# Notes: cooling power and stagnation temperature of a sky-facing emitter, applied to a silica-covered silicon cell

## 1. Premises and conventions

I consider a flat horizontal plate at one temperature $T$ with a full view of the sky. Powers are per unit area (W/m²), wavelengths are in µm, $\theta$ is the zenith angle and $\mu=\cos\theta$. A power counts as positive when it leaves the plate.

1. The plate is opaque from above in the thermal infrared and made of reciprocal materials. Kirchhoff's law then holds for each wavelength and direction: absorptivity equals emissivity $e(\lambda,\theta)$, averaged over polarisation and independent of $T$.
2. The atmosphere is plane-parallel, non-scattering, in local thermodynamic equilibrium and isothermal at the air temperature $T_a$. Its zenith transmittance is $t(\lambda)=\exp[-\tau(\lambda)]$. Space beyond it sends no thermal radiation.
3. All other losses (convection on both faces, mounts, exchange of the rear face with ground at $T_a$) are linear: $h_c(T-T_a)$.
4. The solar and thermal bands are disjoint, so the solar heat load does not depend on $e$.

The Planck radiance is
$$I(\lambda,T)=\frac{2hc^2}{\lambda^5}\,\frac{1}{e^{x}-1},\qquad x=\frac{hc}{\lambda k_BT},$$
and $\pi\int I\,d\lambda=\sigma T^4$.

## 2. Emissivity of the sky

Let $s$ be the vertical optical depth counted upward from the ground. A layer $ds$ has slant optical thickness $ds/\mu$, so by Kirchhoff's law it emits $I(\lambda,T_a)\,ds/\mu$ along the ray. The layers below pass the fraction $e^{-s/\mu}$ (Beer–Lambert law). Adding the layers,
$$I_\downarrow=I(\lambda,T_a)\int_0^{\tau}e^{-s/\mu}\frac{ds}{\mu}=I(\lambda,T_a)\left[1-e^{-\tau/\mu}\right].$$
Since $e^{-\tau/\mu}=t^{1/\mu}$, the sky emissivity is
$$\epsilon_{\rm sky}(\lambda,\theta)=1-t(\lambda)^{1/\cos\theta}.$$
It is smallest at the zenith and tends to 1 at the horizon whenever $t<1$.

## 3. Energy balance

Radiance crossing the plate carries the projection factor $\mu$. The emitted and the absorbed thermal powers are
$$P_{\rm rad}(T)=\int d\lambda\int d\Omega\,\mu\,e\,I(\lambda,T),\qquad P_{\rm atm}=\int d\lambda\int d\Omega\,\mu\,e\,\epsilon_{\rm sky}\,I(\lambda,T_a),$$
over the upper hemisphere. The same $e$ stands in both by premise 1.

For a passive cooler the solar load is the absorbed sunlight. A cell exports part of it as electrical work, so the heat is $G[\alpha_s-\eta(T)]$, with irradiance $G$, solar absorptance $\alpha_s$ and efficiency $\eta$. I write $\eta=\eta_0[1-\beta(T-T_a)]$, referred to $T_a$. Then
$$q(T)=P_{\rm sun}+\gamma\,(T-T_a),\qquad P_{\rm sun}=G(\alpha_s-\eta_0),\qquad\gamma=G\eta_0\beta .$$
A hotter cell exports less and keeps more heat. The net cooling power is
$$f(T)=P_{\rm rad}(T)-P_{\rm atm}-P_{\rm sun}+h\,(T-T_a),\qquad h\equiv h_c-\gamma ,$$
and $h=h_c$ for a passive cooler. With heat capacity $C$ per area, $C\,dT/dt=-f(T)$. The stagnation temperature $T_s$ solves $f(T_s)=0$. Because $f'=h+P_{\rm rad}'$ and $P_{\rm rad}'\ge0$, $f$ rises monotonically for $h>0$, so the root is unique and stable.

## 4. Cooling power at ambient

At $T=T_a$ the last term vanishes and the two thermal integrals share the factor $e\,I(\lambda,T_a)$. Their difference carries $1-\epsilon_{\rm sky}=t^{1/\mu}$:
$$\boxed{P_0\equiv f(T_a)=\int d\lambda\int d\Omega\,\cos\theta\;e(\lambda,\theta)\,t(\lambda)^{1/\cos\theta}\,I(\lambda,T_a)-P_{\rm sun}}$$
I call the integral $P_{\rm th}$. It is the part of the emission that escapes to space. Where the atmosphere is opaque, emission and back-radiation balance in detail and $e$ drops out. $P_0$ is independent of $h_c$. Its sign decides the side: $T_s<T_a$ for $P_0>0$, and $T_s>T_a$ for $P_0<0$.

If $e$ does not depend on angle, $d\Omega\,\mu=2\pi\mu\,d\mu$, and the substitution $u=1/\mu$ gives
$$2\int_0^1\mu\,e^{-\tau/\mu}d\mu=2\int_1^\infty\frac{e^{-\tau u}}{u^3}du=2E_3(\tau),$$
with $E_n(\tau)=\int_1^\infty u^{-n}e^{-\tau u}du$. Integration by parts gives $nE_{n+1}=e^{-\tau}-\tau E_n$. Applying it twice, $2E_3=t(1-\tau)+\tau^2E_1(\tau)$. Hence $P_{\rm th}=\pi\int e\,2E_3(\tau)\,I\,d\lambda$.

## 5. Linearised stagnation temperature

Put $\delta=T-T_a$. Only $P_{\rm rad}$ is nonlinear, so
$$f=P_0+(h+K)\,\delta+\tfrac12K_2\,\delta^2+\dots,\qquad K=P_{\rm rad}'(T_a),\quad K_2=P_{\rm rad}''(T_a).$$
Differentiating the Planck function with $dx/dT=-x/T$,
$$\frac{\partial I}{\partial T}=\frac{I}{T}\,\frac{x}{1-e^{-x}},\qquad K=\int d\lambda\int d\Omega\,\mu\,e\,\frac{\partial I}{\partial T}\Big|_{T_a}.$$
Dropping the quadratic term and defining the depression $\Delta T=T_a-T_s$,
$$\boxed{\Delta T\simeq\frac{P_0}{h+dP_{\rm rad}/dT|_{T_a}}}$$
For $P_0<0$ this is a rise $\delta_{\rm lin}=|P_0|/(h+K)$. The structure to remember is that the numerator weights $e$ with the sky transmittance and the denominator does not.

**Direction of the truncation error.** The derivative can be rewritten as $\partial I/\partial T=(2ck_B/\lambda^4)\,[(x/2)/\sinh(x/2)]^2$. Taking its logarithmic derivative,
$$\frac{\partial^2I/\partial T^2}{\partial I/\partial T}=\frac{x\coth(x/2)-2}{T}>0,$$
since $y\coth y>1$ for $y>0$. So $f$ is convex and lies above its tangent at $T_a$. At the zero $T_{\rm lin}$ of the tangent $f\ge0$, and as $f$ increases, $T_s\le T_{\rm lin}$. The linear formula understates a depression and overstates a rise.

**Size.** Inserting $\delta=\delta_{\rm lin}+\delta_2$ and keeping second order in $P_0$ gives $(h+K)\delta_2+\frac12K_2\delta_{\rm lin}^2=0$, so
$$\delta\simeq\delta_{\rm lin}-\frac{K_2\,\delta_{\rm lin}^2}{2(h+K)} .$$
For a grey emitter $P_{\rm rad}=e\sigma T^4$, $K=4e\sigma T_a^3$ and $K_2/K=3/T_a$, so the relative correction is $\frac32\frac{|\delta|}{T_a}\frac{K}{h+K}$. A window emitter behaves alike: at 10 µm and 300 K, $x=4.80$ and $x\coth(x/2)-2=2.88$, close to 3.

## 6. Which emissivity is best

Raise $e$ by $de$ in one element $d\lambda\,d\Omega$. Implicit differentiation of $f(T_s)=0$ gives
$$dT_s=-\frac{\left[I(\lambda,T_s)-\epsilon_{\rm sky}I(\lambda,T_a)\right]\mu\,d\Omega\,d\lambda\;de}{h+P_{\rm rad}'(T_s)} .$$
The denominator is positive, so added emissivity cools exactly where
$$t^{1/\mu}>r(\lambda)\equiv1-\frac{I(\lambda,T_s)}{I(\lambda,T_a)} .$$
At fixed $T$, $f$ is linear in $e$ with $0\le e\le1$. The largest $f$, and so the lowest root, has $e=1$ where the inequality holds and $e=0$ elsewhere.

*Below ambient* $0<r<1$, and to first order $r\simeq(\Delta T/T_a)\,x/(1-e^{-x})$. Opaque bands fail the test, and at a given wavelength only the cone $\mu>\tau/\ln(1/r)$ passes. The optimum is selective. Its passband narrows as $\Delta T$ grows, which means as $h_c$ falls.

*Above ambient* $r<0$ and the test is passed everywhere. The optimum is black over the whole thermal band, whatever $h_c$ is.

A two-band sky makes this explicit. Take $t=t_0$ in a window, $t=0$ outside, and angle-independent emissivities $e_w$, $e_o$. With blackbody band powers $E_w(T)$ and $E_o=\sigma T^4-E_w$, and slopes $K_w$, $K_o$ at $T_a$,
$$\Delta T\simeq\frac{e_w\,2E_3(\tau)\,E_w(T_a)-P_{\rm sun}}{h+e_wK_w+e_oK_o}.$$
The selective emitter $(1,0)$ and the black one $(1,1)$ have the same $P_0$, so
$$\frac{\Delta T_{\rm sel}}{\Delta T_{\rm black}}=1+\frac{K_o}{h+K_w}.$$
Selectivity moves the plate further from ambient, most strongly at small $h$. That is a gain for $P_0>0$ and a loss for $P_0<0$. The sign of $P_0$ picks the winner and $h_c$ sets the margin. A working cell has $P_0<0$.

The band power follows from $E_w=\sigma T^4[\Phi(x_2)-\Phi(x_1)]$, with $x_1$, $x_2$ taken at the short and long edges. Here $\Phi$ is the fraction emitted at wavelengths shorter than the edge. Expanding $1/(e^u-1)=\sum_ne^{-nu}$ and integrating term by term,
$$\Phi(x)=\frac{15}{\pi^4}\int_x^\infty\frac{u^3du}{e^u-1}=\frac{15}{\pi^4}\sum_{n\ge1}\frac{e^{-nx}}{n}\left(x^3+\frac{3x^2}{n}+\frac{6x}{n^2}+\frac{6}{n^3}\right).$$
Differentiating the lower limit, $T\,d\Phi/dT=(15/\pi^4)\,x^4/(e^x-1)$. With $F_w=\Phi(x_2)-\Phi(x_1)$ this gives $K_w=\sigma T_a^3\,(4F_w+T\,dF_w/dT)$.

## 7. Range of validity

- **Linearisation:** needs $\frac32\frac{|\delta|}{T_a}\frac{K}{h+K}\ll1$. Otherwise I solve $f(T_s)=0$, which is exact within the premises.
- **Monochromatic $t$:** the power $1/\mu$ applies wavelength by wavelength. Raising a band average to $1/\mu\ge1$ understates the slant transmittance, because $t^{1/\mu}$ is convex in $t$.
- **Isothermal clear sky:** window radiation really comes from higher and usually colder air, so $P_0$ is then understated. Cloud closes the window.
- **Geometry:** horizontal, unobstructed plate. The plane-parallel air mass $1/\mu$ fails near the horizon, where the weight $\mu\,t^{1/\mu}$ is small anyway.
- **Single temperature:** conduction drops across the stack must be small against $|\delta|$.
- **Constant $h_c>\gamma$,** and steady state. Free convection and rear-face radiation both make $h_c$ depend on $\delta$.

## 8. Illustration: silicon cell under 1 mm of silica

**Why a cover matters.** The silicon gap is 1.12 eV at 300 K (compiled value, Wing 2021), an edge at 1.107 µm. At 331 K this is $x=39.3$ and $\Phi=8.9\times10^{-14}$, so interband absorption contributes nothing to thermal emission. What silicon emits comes from free carriers and weak lattice bands. With the dielectric constant 11.7 (compiled value, Ioffe Institute), $n=3.42$ and the normal Fresnel reflectance is 0.30. Polished bare silicon therefore cannot exceed a normal emissivity of 0.70 even when opaque, as long as free carriers leave $n$ unchanged. Silica supplies emissivity through its Si–O vibrations, but its reflection band near 9 µm (typical position) lies inside the window.

**Assumed inputs, all illustrative:** $T_a=300$ K; window 8–13 µm with $t_0=0.80$; $G=1000$ W/m², $\alpha_s=0.90$, $\eta_0=0.20$, $\beta=0.004$ K⁻¹; $h_c=15$ W/(m² K); flat silica $(e_w,e_o)=(0.75,\,0.88)$; silica conductivity 1.4 W/(m K); wafer thickness 180 µm. I chose the emissivity pair so that the total at 300 K comes to 0.84, typical of flat glass. I chose $h_c$ so that the covered cell runs about 30 K above air, typical of an open-rack silicon module in full sun and light wind. The absolute rise below is thus no test of the model; the content is in the differences between emitters.

**Loads.** $P_{\rm sun}=700$ W/m², $\gamma=0.8$ and $h=14.2$ W/(m² K).

**Sky.** $\tau=0.2231$, $E_1=1.1340$, $2E_3=0.678$. Slant paths lower the effective transmittance from 0.80 to 0.678.

**Bands at 300 K.** $x_1=5.995$, $x_2=3.689$, $\Phi(x_1)=0.1403$, $\Phi(x_2)=0.4624$, $F_w=0.3222$ (from unrounded terms). With $\sigma T_a^4=459.3$ W/m², $E_w=148.0$ W/m². Next $T\,dF_w/dT=0.2344$ and $\sigma T_a^3=1.531$ W/(m² K), so $K_w=2.33$, $4\sigma T_a^3=6.12$ and $K_o=3.79$ W/(m² K). A black plate has $P_{\rm th}=100.3$ W/m², equivalent to a hemispherical sky emissivity of 0.78.

The full balance is $e_w[E_w(T)-E_w(T_a)]+e_o[E_o(T)-E_o(T_a)]+h\delta=-P_0$, which I solved by Newton iteration on the series for $\Phi$.

| emitter | $(e_w,e_o)$ | $P_{\rm th}$ (W/m²) | $P_0$ (W/m²) | $K$ (W/(m² K)) | linear rise (K) | full rise (K) |
|---|---|---|---|---|---|---|
| black | (1, 1) | 100.3 | −599.7 | 6.12 | 29.5 | 28.2 |
| flat silica | (0.75, 0.88) | 75.2 | −624.8 | 5.09 | 32.4 | 31.0 |
| window only | (1, 0) | 100.3 | −599.7 | 2.33 | 36.3 | 35.4 |
| no emission | (0, 0) | 0 | −700 | 0 | 49.3 | 49.3 |

The last row is a formal limit. It is not a bare cell, since textured and doped silicon emits appreciably.

**Reading the table.** The linear formula overshoots by 1.3, 1.4 and 0.9 K in the first three rows, in the direction proved in section 5. For the black emitter the relative correction is 4.4 %, or 1.3 K, which brings 29.5 to 28.2 K. The overshoot is about half the gap between silica and black, so the absolute values need the full root, although it largely cancels in that gap (2.9 K linear, 2.8 K full).

The window-only emitter runs 7.2 K hotter than the black one. The linear ratio of rises is 1.23 here and would reach 2.63 as $h\to0$. The same factor is the advantage of the selective surface at night, with $h=h_c$.

For the silica row, $T_s=331.0$ K (57.9 °C) and the heat load has grown to 724.8 W/m². Of this, 465.4 leaves through $h_c$ and 259.4 by net radiation upward. Only 75.2 W/m² of the latter is the window term $P_{\rm th}$; the other 184.2 W/m² arises because the plate is hotter than the air.

**Sizes of the neglected terms.** A change of load shifts $T_s$ by its ratio to $f'(T_s)=21.0$ W/(m² K).

- Conduction: even if all the heat crossed the cover, the drop would be 0.5 K. Across the wafer, with 130 W/(m K) (compiled value, Ioffe Institute), it is 1.0 mK.
- Window radiation from air an assumed 10 K colder: back-radiation on a black plate falls by $10K_w(1-2E_3)=7.5$ W/m², and the silica row cools by 0.27 K.
- Since $dE_3/d\tau=-E_2$ with $E_2=0.547$, $dP_0/dt_0=2e_wE_wE_2/t_0$. A change of 0.1 in $t_0$ is 15.2 W/m², or 0.72 K. Closing the window at fixed solar load costs about 3.6 K.
- The sky weight favours the zenith, where silica emits better than its hemispherical mean. An assumed excess of 0.05 in the weighted $e_w$ adds 5.0 W/m², or 0.24 K.
- Silica is typically transparent below about 4.5 µm, where a blackbody at 331 K emits 1.2 % of its power. A Sun modelled as a blackbody at a typical 5800 K puts 1.0 % of $G$ beyond 4 µm, at most about 0.5 K of difference between emitters.
- $\partial T_s/\partial h_c=-\delta/f'=-1.5$ K per W/(m² K). This dominates: a change of 1.9 W/(m² K) in $h_c$ equals, to first order, the whole gap between silica and black.

The tenths of a kelvin in the table are therefore arithmetic of the model, and the physical content is good to about a kelvin at fixed $h_c$. For these inputs the model puts the silica-covered cell about 31 K above air, some 18 K below the non-emitting limit and about 3 K above the black optimum. Closing that last gap, for instance by texturing the silica to suppress its reflection band, is worth $\gamma\times2.8$ K $=2.2$ W/m² of electrical output in the model.